**Hand rules for S1 and T1 of 4-substituted 2-methyl-1,2,3-triazoles**

The table holds vertical TDDFT singlets, Tamm-Dancoff triplets and HOMO-LUMO gaps of six triazoles at PBE0/def2-SVPD on GFN2-xTB geometries (PySCF, gas phase). The program fits S1 to a line in the rough recalled ionisation energy $I$ of CH$_3$X, to a line in electronegativity, to a two-level mixing curve and to the gap less a constant, each also with one row left out. The line in $I$ gives an rms error of 0.13 eV (0.23 eV with the row left out), electronegativity 0.36 eV, and the gap less 0.84 eV only 0.04 eV. A fixed singlet-triplet splitting of 1.6 eV holds for five rows and fails for the methylthio compound by about 0.5 eV. Orbital energies of the same runs, measured from a nitrogen-centred orbital, show the HOMO rising for sulfur and oxygen and the LUMO nearly fixed except with ethynyl.

Vertical excitations of 2-methyl-2H-1,2,3-triazoles, *c1cnn(C)n1 in SMILES, with the group * on the marked carbon atom, from PySCF 2.14.0 at PBE0/def2-SVPD with density fitting, in the gas phase at GFN2-xTB geometries. Singlets are from full TDDFT and triplets from the Tamm-Dancoff approximation; the brightest singlet is taken from the eight computed.

## Script

```python
# Table: vertical TDDFT S1, Tamm-Dancoff T1 and HOMO-LUMO gap (PySCF, PBE0/def2-SVPD,
# GFN2-xTB geometries) of 4-substituted 2-methyl-1,2,3-triazoles.
# Tested: hand rules S1 = a + s(I-10 eV), S1 = gap - constant, T1 = S1 - constant;
# alternatives: line in electronegativity, full two-level curve.
T = {
    'member': ['*C#C', '*C', '*SC', '*Cl', '*OC', '*F'],
    'formula': ['C5H5N3', 'C4H7N3', 'C4H7N3S', 'C3H4ClN3', 'C4H7N3O', 'C3H4FN3'],
    'link': ['C', 'C', 'S', 'Cl', 'O', 'F'],
    'en': [2.55, 2.55, 2.58, 3.16, 3.44, 3.98],
    'pg': ['Cs', 'C1', 'C1', 'C1', 'C1', None],
    'r_group': [1.405, 1.484, 1.737, 1.695, 1.338, 1.323],  # Å
    's1': [5.66, 6.37, 5.21, 6.16, 5.91, 6.44],  # eV
    'f1': [0.303, 0.027, 0.108, 0.165, 0.16, 0.06],
    'main': ['HOMO to LUMO', 'HOMO-2 to LUMO', 'HOMO to LUMO', 'HOMO to LUMO', 'HOMO to LUMO', 'HOMO-2 to LUMO'],
    't1': [4.07, 4.76, 4.09, 4.65, 4.35, 4.75],  # eV
    'sb': [5.66, 7.95, 6.29, 7.77, 5.91, 6.45],  # eV
    'fb': [0.3, 0.27, 0.17, 0.28, 0.16, 0.12],
    'gap': [6.43, 7.26, 6.05, 7.02, 6.72, 7.29],  # eV
}
import numpy as np
from scipy.optimize import least_squares
m = T['member']; N = len(m)
s1, t1, gap, en, f1, sb, fb = (np.array(T[k], float) for k in ('s1', 't1', 'gap', 'en', 'f1', 'sb', 'fb'))
st = s1 - t1
# rough recalled first ionisation energies of CH3-X, eV, two figures
I = np.array([{'*C#C': 10, '*C': 12, '*SC': 8.7, '*Cl': 11, '*OC': 10, '*F': 13}[k] for k in m])
# further outputs of the same runs, eV: N-centred orbital (HOMO-2; HOMO-3 in *C#C), HOMO, LUMO
O = {'*C#C': (-8.7141, -7.1825, -0.7507), '*C': (-8.269, -7.2331, 0.0226),
     '*SC': (-8.4882, -6.2191, -0.1727), '*Cl': (-8.7215, -7.5032, -0.4836),
     '*OC': (-8.3959, -6.7157, 0.0), '*F': (-8.7892, -7.6953, -0.4058)}
fS2_C = 0.14432  # further output: f of the second singlet in *C
rms = lambda r: float(np.sqrt(np.mean(np.square(r))))
two = lambda p, x: p[0] - (np.sqrt((x - p[1])**2/4 + p[2]**2) - (x - p[1])/2)
fit2 = lambda x, y: least_squares(lambda p: two(p, x) - y, [6.7, 9, 1.2], bounds=([5, 7, 0.2], [10, 12, 3])).x
lin = lambda p, x: np.polyval(p, x)
fit1 = lambda x, y: np.polyfit(x, y, 1)
off = lambda p, x: x - p
fit0 = lambda x, y: np.mean(x - y)
row = lambda v: ' '.join('%+6.2f' % a for a in v)
print('energies in eV; errors = model - table; rounding of table 0.005, of differences 0.01')
print('S1 span %.2f, T1 span %.2f, gap span %.2f' % (np.ptp(s1), np.ptp(t1), np.ptp(gap)))
print('%-24s' % 'group', ' '.join('%6s' % k for k in m))
print('%-24s' % 'recalled I of CH3X', ' '.join('%6.1f' % a for a in I))
P = {}
for name, x, fit, f in (('line in I', I - 10, fit1, lin), ('line in electroneg.', en, fit1, lin),
                        ('two-level curve', I, fit2, two), ('gap less constant', gap, fit0, off)):
    p = P[name] = np.atleast_1d(fit(x, s1)); r = f(p, x) - s1
    lo = np.array([f(fit(np.delete(x, i), np.delete(s1, i)), x[i]) - s1[i] for i in range(N)])
    print('S1 by %s: parameters %s' % (name, ' '.join('%.3f' % a for a in p)))
    print('%-24s' % '  error, fitted', row(r), ' rms %.2f worst %s' % (rms(r), m[np.argmax(abs(r))]))
    print('%-24s' % '  error, row left out', row(lo), ' rms %.2f worst %s' % (rms(lo), m[np.argmax(abs(lo))]))
print('(order: slope, intercept; curve: deep-level limit, ring level, coupling)')
print('S1 by the mean alone: mean %.2f, rms error %.2f' % (s1.mean(), s1.std()))
rng = np.random.default_rng(0); S = []
for _ in range(2000):
    x = I + rng.uniform(-1, 1, N)*np.where(I >= 10, 0.5, 0.05)
    p = fit1(x, s1); S.append((p[0], rms(lin(p, x) - s1)))
q = np.percentile(S, [5, 95], axis=0)
print('I varied within its rounding, 5-95%%: slope %.2f-%.2f, rms %.2f-%.2f' % (q[0, 0], q[1, 0], q[0, 1], q[1, 1]))
A = 5.7 + 0.3*(I - 10); B = gap - 0.84
for name, v, ref in (('S1 = 5.7+0.3(I-10)', A, s1), ('S1 = gap-0.84', B, s1),
                     ('T1 = 4.1+0.3(I-10)', A - 1.6, t1), ('T1 = gap-2.44', B - 1.6, t1)):
    print('%-24s' % name, row(v))
    print('%-24s' % '  error', row(v - ref), ' rms %.2f, largest %.1f%%' % (rms(v - ref), 100*max(abs(v - ref)/ref)))
for name, v in (('gap - S1', gap - s1), ('gap - T1', gap - t1), ('S1 - T1', st)):
    print('%-24s' % name, row(v), ' mean %.2f sd %.2f' % (v.mean(), v.std(ddof=1)))
iS, iC, iF = m.index('*SC'), m.index('*C'), m.index('*F')
o = np.delete(st, iS)
print('S1 - T1 without *SC: mean %.2f, range %.2f-%.2f; *SC lower by %.2f' % (o.mean(), o.min(), o.max(), o.mean() - st[iS]))
n, h, l = np.array([O[k] for k in m]).T
for name, v in (('HOMO shift from *C', h - h[iC]), ('LUMO shift from *C', l - l[iC]), ('N orbital shift', n - n[iC]),
                ('HOMO - N orbital', h - n), ('LUMO - N orbital', l - n), ('S1 shift from *C', s1 - s1[iC])):
    print('%-24s' % name, row(v))
print('(LUMO - N orbital) - S1: *C %.2f, *F %.2f' % ((l - n - s1)[iC], (l - n - s1)[iF]))
print('f of two lowest singlets summed: *C %.3f, *F %.2f; *F spacing %.2f' % (f1[iC] + fS2_C, f1[iF] + fb[iF], sb[iF] - s1[iF]))
print('S1 not mainly HOMO to LUMO in:', ', '.join(k for k, a in zip(m, T['main']) if a != 'HOMO to LUMO'))
assert list(np.argsort(gap)) == list(np.argsort(s1))
assert 0 < P['line in I'][0] < 1
assert np.all(t1 < s1) and np.all(s1 < gap)
assert np.argmin(st) == iS
```

Printed output:

```
energies in eV; errors = model - table; rounding of table 0.005, of differences 0.01
S1 span 1.23, T1 span 0.69, gap span 1.24
group                      *C#C     *C    *SC    *Cl    *OC     *F
recalled I of CH3X         10.0   12.0    8.7   11.0   10.0   13.0
S1 by line in I: parameters 0.287 5.734
  error, fitted           +0.07  -0.06  +0.15  -0.14  -0.18  +0.15  rms 0.13 worst *OC
  error, row left out     +0.09  -0.09  +0.32  -0.17  -0.23  +0.36  rms 0.23 worst *F
S1 by line in electroneg.: parameters 0.427 4.660
  error, fitted           +0.09  -0.62  +0.55  -0.15  +0.22  -0.08  rms 0.36 worst *C
  error, row left out     +0.13  -0.90  +0.77  -0.18  +0.29  -0.25  rms 0.52 worst *C
S1 by two-level curve: parameters 7.060 9.186 1.604
  error, fitted           +0.15  -0.04  -0.02  -0.04  -0.10  +0.03  rms 0.08 worst *C#C
  error, row left out     +0.24  -0.05  -0.32  -0.05  -0.15  +0.13  rms 0.18 worst *SC
S1 by gap less constant: parameters 0.837
  error, fitted           -0.07  +0.05  +0.00  +0.02  -0.03  +0.01  rms 0.04 worst *C#C
  error, row left out     -0.08  +0.06  +0.00  +0.03  -0.03  +0.02  rms 0.05 worst *C#C
(order: slope, intercept; curve: deep-level limit, ring level, coupling)
S1 by the mean alone: mean 5.96, rms error 0.43
I varied within its rounding, 5-95%: slope 0.25-0.32, rms 0.09-0.19
S1 = 5.7+0.3(I-10)        +5.70  +6.30  +5.31  +6.00  +5.70  +6.60
  error                   +0.04  -0.07  +0.10  -0.16  -0.21  +0.16  rms 0.14, largest 3.6%
S1 = gap-0.84             +5.59  +6.42  +5.21  +6.18  +5.88  +6.45
  error                   -0.07  +0.05  +0.00  +0.02  -0.03  +0.01  rms 0.04, largest 1.2%
T1 = 4.1+0.3(I-10)        +4.10  +4.70  +3.71  +4.40  +4.10  +5.00
  error                   +0.03  -0.06  -0.38  -0.25  -0.25  +0.25  rms 0.24, largest 9.3%
T1 = gap-2.44             +3.99  +4.82  +3.61  +4.58  +4.28  +4.85
  error                   -0.08  +0.06  -0.48  -0.07  -0.07  +0.10  rms 0.21, largest 11.7%
gap - S1                  +0.77  +0.89  +0.84  +0.86  +0.81  +0.85  mean 0.84 sd 0.04
gap - T1                  +2.36  +2.50  +1.96  +2.37  +2.37  +2.54  mean 2.35 sd 0.21
S1 - T1                   +1.59  +1.61  +1.12  +1.51  +1.56  +1.69  mean 1.51 sd 0.20
S1 - T1 without *SC: mean 1.59, range 1.51-1.69; *SC lower by 0.47
HOMO shift from *C        +0.05  +0.00  +1.01  -0.27  +0.52  -0.46
LUMO shift from *C        -0.77  +0.00  -0.20  -0.51  -0.02  -0.43
N orbital shift           -0.45  +0.00  -0.22  -0.45  -0.13  -0.52
HOMO - N orbital          +1.53  +1.04  +2.27  +1.22  +1.68  +1.09
LUMO - N orbital          +7.96  +8.29  +8.32  +8.24  +8.40  +8.38
S1 shift from *C          -0.71  +0.00  -1.16  -0.21  -0.46  +0.07
(LUMO - N orbital) - S1: *C 1.92, *F 1.94
f of two lowest singlets summed: *C 0.171, *F 0.18; *F spacing 0.01
S1 not mainly HOMO to LUMO in: *C, *F
```
